# Lorenz ratio of a Fermi liquid with electron-electron collisions

The Wiedemann-Franz law ties the electronic thermal conductivity $\kappa$ of a degenerate conductor to its electrical conductivity $\sigma$. The Lorenz number $L=\kappa/\sigma T$ equals

$$L_0=\frac{\pi^2}{3}\left(\frac{k_B}{e}\right)^2=2.44\times10^{-8}\ \mathrm{W\,\Omega/K^2}.$$

The law holds when scattering is elastic, as for ionized dopants or defects, because a deflection then degrades the charge current and the heat current equally. Electron-electron collisions exchange energy of order $k_BT$, so they can destroy heat current without destroying charge current. Heavy-fermion metals such as CeRhIn$_5$ show the effect near 1 K, because their large effective mass makes these collisions frequent.

## Conventions

The energy from the chemical potential is $x=(\varepsilon-\mu)/k_BT$, the occupation is $f=1/(e^x+1)$, and the thermal window is $W(x)=-df/dx=1/[4\cosh^2(x/2)]$, with unit area. The temperature is far below the Fermi temperature, so the density of states $N$ and the velocity $v$ are constant across the window. With a relaxation time $\tau(x)$,

$$\sigma=\tfrac13e^2Nv^2\int W\tau\,dx,\qquad \kappa=\tfrac13k_B^2TNv^2\int x^2W\tau\,dx .$$

The mass cancels in $L$. A constant $\tau$ gives $L_0$ because $\int x^2W\,dx=\pi^2/3$. The thermal resistivity $w=L_0T/\kappa$ is expressed in $\mu\Omega$ cm like $\rho=1/\sigma$, so $L/L_0=\rho/w$. Impurities give both the same residual value $\rho_0$, and the inelastic Lorenz ratio is $L_{\rm in}/L_0=(\rho-\rho_0)/(w-\rho_0)$. Phonon heat conduction is taken as already subtracted.

## Estimate by hand

**Collisions that conserve momentum.** In a single parabolic band the current is proportional to the total momentum, so electron-electron collisions cannot change it and $\rho$ stays at $\rho_0\propto1/\tau_{\rm imp}$. Heat current at zero charge current is hot carriers moving one way and cold carriers the other. A collision can share the energy out between them, which relaxes this pattern in a time $\tau_\kappa$. Adding rates,

$$\frac{L}{L_0}\approx\frac{1/\tau_{\rm imp}}{1/\tau_{\rm imp}+1/\tau_\kappa}=\frac{1}{1+\tau_{\rm imp}/\tau_\kappa}.$$

This goes to zero in the hydrodynamic limit $\tau_\kappa\ll\tau_{\rm imp}$.

**Collisions that relax both currents.** In a lattice with large Fermi surfaces, umklapp and interband collisions change the total velocity. Suppose each collision fully randomizes the velocities. The Pauli principle sets the rate. At $T=0$ a carrier of energy $\varepsilon-\mu$ shares it among three final excitations, a phase space growing as $(\varepsilon-\mu)^2$. Thermal smearing adds a floor of $(\pi k_BT)^2$. So the rate goes as $x^2+10$, with $\pi^2\approx10$.

Charge is carried across the window with weight $W$, and heat with weight $x^2W$, which favours the wings. Replace $W$ by the simple shape $\tfrac12e^{-|x|}$. The mean of $x^2$ is then $2!=2$ for charge and $4!/2!=12$ for heat. Taking each resistivity proportional to the mean rate,

$$\frac{L_{\rm in}}{L_0}\approx\frac{10+2}{10+12}\approx0.55 .$$

Heat carriers sit farther from the Fermi level and scatter nearly twice as often.

## Careful calculation

### The collision operator

Write the occupation change of a state as $W(x)\psi(x)$ times the velocity component along the drive. A collision $1+2\to3+4$ contributes $f_1f_2(1-f_3)(1-f_4)[\psi_1+a_2\psi_2-a_3\psi_3-a_4\psi_4]$, integrated over $x_2,x_3,x_4$ with energy conserved. Here $a_i$ is the average of $\mathbf v_i\cdot\mathbf v_1/v^2$ over collision geometries. This form assumes a three-dimensional, effectively isotropic Fermi surface on which angular and energy integrals separate.

The basic integral is $\int f(y)[1-f(y+u)]\,dy=u/(1-e^{-u})$. For the $\psi_3$ term put $u=x_1-x_3$ and use $f_1(1-f_3)=e^{-u/2}/[4\cosh(x_1/2)\cosh(x_3/2)]$. The product is $K(u)/[8\cosh(x_1/2)\cosh(x_3/2)]$ with

$$K(u)=\frac{u}{\sinh(u/2)} .$$

The $\psi_4$ term is identical. The $\psi_2$ term has the same kernel with $x_2\to-x_2$, since removing an electron acts as adding a hole. The $\psi_1$ term is the kernel integrated over all final energies, and follows from

$$\int K(x-y)\,b(y)\,dy=(x^2+\pi^2)\,b(x),\qquad b(x)=\frac{1}{2\cosh(x/2)} .$$

The out-scattering rate is therefore $\gamma(x^2+\pi^2)$ with $\gamma\propto T^2$. Measure all rates in units of $\gamma$, let $r=1/\gamma\tau_{\rm imp}$, and set $\phi=b\psi$. The Boltzmann equation becomes

$$(r+x^2+\pi^2)\,\phi(x)-\lambda\int K(x-y)\,\phi(y)\,dy=s(x).$$

An electric field gives $s=b$, even in $x$, with $\lambda_\sigma=a_3+a_4-a_2$. A temperature gradient gives $s=xb$, odd in $x$, with $\lambda_\kappa=a_3+a_4+a_2$. The responses $I_0$ (charge) and $I_2$ (heat) are $\int s\phi\,dx$. In units where $\rho_0=r$, they give $\rho=1/I_0$ and $w=(\pi^2/3)/I_2$.

### No in-scattering

Full randomization means $a_2=a_3=a_4=0$, so $\lambda=0$ and $\tau(x)=1/(x^2+a^2)$ with $a^2=\pi^2+r$. Use $1/(x^2+a^2)=a^{-1}\int_0^\infty e^{-at}\cos(xt)\,dt$ and $\int W\cos(xt)\,dx=\pi t/\sinh\pi t$. Expanding $1/\sinh\pi t$ in exponentials,

$$I_0=\frac1a\int_0^\infty e^{-at}\frac{\pi t}{\sinh\pi t}\,dt=\frac{\psi_1\!\left(\frac12+\frac{a}{2\pi}\right)}{2\pi a},\qquad I_2=1-a^2I_0,$$

where $\psi_1(z)=\sum_{n\ge0}(n+z)^{-2}$ is the trigamma function, and $I_2$ follows from $x^2=(x^2+a^2)-a^2$.

In the clean limit $r=0$, $a=\pi$ and $\psi_1(1)=\pi^2/6$, so $I_0=1/12$ and $I_2=1-\pi^2/12=0.1775$. Then

$$\frac{L}{L_0}=\frac{3}{\pi^2}\frac{I_2}{I_0}=\frac{36}{\pi^2}-3=0.648,$$

or $L=1.58\times10^{-8}\ \mathrm{W\,\Omega/K^2}$, independent of temperature and of $\gamma$.

In the dirty limit $r\gg\pi^2$, expanding $\tau\approx1/r-(x^2+\pi^2)/r^2$ shows that $\rho-\rho_0$ and $w-\rho_0$ are the mean rates. With $\int x^4W\,dx=7\pi^4/15$ these are $4\pi^2/3$ and $12\pi^2/5$, so $L_{\rm in}/L_0=5/9=0.556$.

### In-scattering restored

Momentum conservation in a parabolic band gives $a_3+a_4=1+a_2$, hence $\lambda_\sigma=1$. Then $\phi=b/r$ solves the charge equation exactly and $\rho=\rho_0$ at any collision rate. The heat channel has $\lambda_\kappa=1+2a_2$. A second identity, $\int K(x-y)\,y\,b(y)\,dy=\tfrac13(x^2+\pi^2)\,x\,b(x)$, shows that heat current would be conserved only at $\lambda_\kappa=3$, that is for collinear collisions. Otherwise $\tau_\kappa$ is finite, which confirms the hydrodynamic result.

In the dirty limit impurities fix the shapes $\phi\propto b$ and $\phi\propto xb$, and the two identities give to first order

$$\frac{L_{\rm in}}{L_0}=\frac59\,\frac{1-\lambda_\sigma}{1-\lambda_\kappa/3}.$$

The clean limit is solved by Fourier transform, $\tilde\phi(k)=\int\phi\,e^{ikx}dx$, $t=\pi k$. The transforms are $\tilde K=2\pi^2\,\mathrm{sech}^2t$ and $\tilde b=\pi\,\mathrm{sech}\,t$, that of $xb$ has magnitude $\pi^2\,\mathrm{sech}\,t\,|\tanh t|$, and the operator becomes $\pi^2[-d^2/dt^2+1-2\lambda\,\mathrm{sech}^2t]$. With $z=\tanh t$ and $P_n^1=\sqrt{1-z^2}\,P_n'(z)$, the bracket acting on $P_n^1$ gives $[n(n+1)-2\lambda]\,\mathrm{sech}^2t\,P_n^1$. The norm is $\int(P_n^1)^2dz=2n(n+1)/(2n+1)$. The overlap $\int dt$ of $P_n^1$ with $\mathrm{sech}\,t$ is 2 for odd $n$, and with $\mathrm{sech}\,t\tanh t$ it is 2 for even $n$. Parseval's relation then gives $I_0=S_{\rm odd}(\lambda_\sigma)/\pi^2$, $I_2=S_{\rm even}(\lambda_\kappa)$ and

$$\frac{L}{L_0}=\frac{3S_{\rm even}(\lambda_\kappa)}{S_{\rm odd}(\lambda_\sigma)},\qquad S(\lambda)=\sum_n\frac{2n+1}{n(n+1)\,[n(n+1)-2\lambda]},$$

with $n=1,3,\dots$ or $n=2,4,\dots$. At $\lambda=0$ each term is $n^{-2}-(n+1)^{-2}$, the sums are $\pi^2/12$ and $1-\pi^2/12$, and $36/\pi^2-3$ returns. For illustration take $a_2=0$, so both channels share one $\lambda$.

| $\lambda$ | clean limit | dirty limit |
|---|---|---|
| $-0.5$ (backscattering) | 0.83 | 0.71 |
| $0$ | 0.65 | 0.56 |
| $0.5$ | 0.39 | 0.33 |
| $0.9$ (nearly momentum-conserving) | 0.095 | 0.079 |

In-scattering is as large an effect as the energy dependence of the rate. The value 0.648 is one point of a family and is no bound in either direction.

## Why 0.55 and 0.648 differ

The careful clean-limit value exceeds the estimate by a factor 1.187, which splits into two parts.

**Rounding and window shape.** Exact moments turn $12/22$ into $5/9$, a factor of only 1.019. The exponential shape understates the mean of $x^2$ in both channels (2 for 3.29, 12 for 13.8), and the two shifts nearly cancel in the ratio.

**Averaging rates instead of lifetimes.** Without in-scattering, each energy slice of the window is an independent conductor, and the slices are wired in parallel. Conductances add, so the lifetime is the quantity to average. The estimate averaged resistances, which amounts to forcing every slice to carry its elastic-limit share of the current. Since $\langle1/\Gamma\rangle\ge1/\langle\Gamma\rangle$ for any spread of rates $\Gamma$, the estimate understates both conductivities.

| channel | $\langle\Gamma\rangle$ | $1/\langle1/\Gamma\rangle$ | gain in conductivity | variance of $\Gamma$ over $\langle\Gamma\rangle^2$ |
|---|---|---|---|---|
| charge, weight $W$ | 13.16 | 12 | 1.097 | $1/5$ |
| heat, weight $x^2W$ | 23.69 | 18.53 | 1.278 | $3/7$ |

The heat entry of the last column uses $\int x^6W\,dx=31\pi^6/21$. Charge flows near $x=0$, where the floor $\pi^2$ dominates and the rate is nearly flat, so little is gained by rerouting. Heat flows where $x^2$ is comparable to or larger than $\pi^2$, so the spread is wider and the current shifts toward the longer-lived inner states. The gains are smaller than the relative variances because much of each variance comes from rare, very high rates, which raise the variance strongly but can at most remove their own small conductance. The ratio of gains is 1.166, and $1.019\times1.166$ reproduces 1.187 up to rounding.

The same reasoning says when the estimate is right. Strong impurity scattering does fix each slice's share, so $5/9$ is exact for $\lambda=0$ in the dirty limit. It also sets the accuracy of $1/(1+\tau_{\rm imp}/\tau_\kappa)$. Matthiessen's rule is approximate here, because the effective $1/\tau_\kappa$ falls between the dirty and clean limits, by the factor 1.278 for $\lambda_\kappa=0$. The limit $L\to0$ is unaffected.

## The model with inputs typical of CeRhIn$_5$

Take as approximate inputs for a clean crystal $\rho_0\approx0.04\ \mu\Omega$ cm and $\rho-\rho_0=AT^2$ with $A\approx0.02\ \mu\Omega$ cm/K$^2$, below the Néel temperature of about 3.8 K. The two terms are equal at $\sqrt{\rho_0/A}=1.4$ K, so the working range spans the crossover. Identify $A$ with the dirty-limit coefficient, so $AT^2/\rho_0=4\pi^2/3r$, and keep $\lambda=0$.

A convenient point is $a=2\pi$, $r=3\pi^2=29.61$, where $AT^2/\rho_0=4/9$ and $T=0.94$ K. With $\psi_1(3/2)=\pi^2/2-4=0.9348$, one finds $1/I_0=42.23$ and $(\pi^2/3)/I_2=50.46$. Scaling by $\rho_0/r$ gives $\rho=0.057$ and $w=0.068\ \mu\Omega$ cm, and $\kappa=0.34$ W/(cm K). The model's total ratio is $L/L_0=0.84$ and its inelastic ratio is $L_{\rm in}/L_0=0.61$, between 0.556 and 0.648 as expected.

The zero-current condition lowers $L$ by the square of the Seebeck coefficient. For an assumed $10\ \mu$V/K, against $\sqrt{L_0}=156\ \mu$V/K, the relative change is 0.004 and can be dropped.

These numbers belong to the model, not to the material. As typical knowledge, the inelastic ratio of CeRhIn$_5$ is near 0.4, so the $\lambda=0$ model lies high by a factor of roughly 1.4 to 1.6. The direction is the one produced by $\lambda>0$. Collisions that partly conserve velocity, including small-angle inelastic scattering from magnetic fluctuations, relax heat current more than charge current. Fixing $\lambda_\sigma$ and $\lambda_\kappa$ needs the real multiband Fermi surface and scattering amplitude, which the isotropic model does not contain.